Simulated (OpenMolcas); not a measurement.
## How basis sets differ on C2H3B (SMILES B1C=C1)

C2H3B: 6 atoms, total charge 0, spin state singlet. SMILES: `B1C=C1`. Geometry: relaxed at GFN2-xTB.

Quantity: the dipole moment, in D. The values are calculated.

| level | kind | program | value (D) |
| --- | --- | --- | --- |
| HF/STO-3G | Hartree–Fock | OpenMolcas | 0.99 |
| HF/3-21G | Hartree–Fock | OpenMolcas | 1.14 |
| HF/def2-SVP | Hartree–Fock | OpenMolcas | 1.09 |
| HF/cc-pVTZ | Hartree–Fock | OpenMolcas | 1.06 |

The values span 0.99 to 1.14 D. Magnitudes only: a small dipole may point the other way at some levels. Sets without polarisation functions give poor dipoles.

The dipole of borirene depends only weakly on the basis here, and not monotonically: it rises from 0.99 D with STO-3G to 1.14 D with 3-21G, then falls to 1.09 D with def2-SVP and 1.06 D with cc-pVTZ. The moment reflects two opposing effects. Carbon is more electronegative than boron and draws σ density towards itself, while the C=C π pair delocalises into the formally empty boron p orbital, giving the ring its two-electron aromatic character. A minimal basis describes this balance with rigid valence functions. Splitting the valence shell lets charge shift between atoms, and d functions on boron and carbon then allow the density to deform within the ring, which probably explains the later decrease. The closeness of the STO-3G value to the cc-pVTZ one therefore suggests cancellation of errors rather than a sound density. The small change between the two polarised sets points to a nearly settled Hartree–Fock value, but says nothing about how electron correlation would alter the σ/π balance.
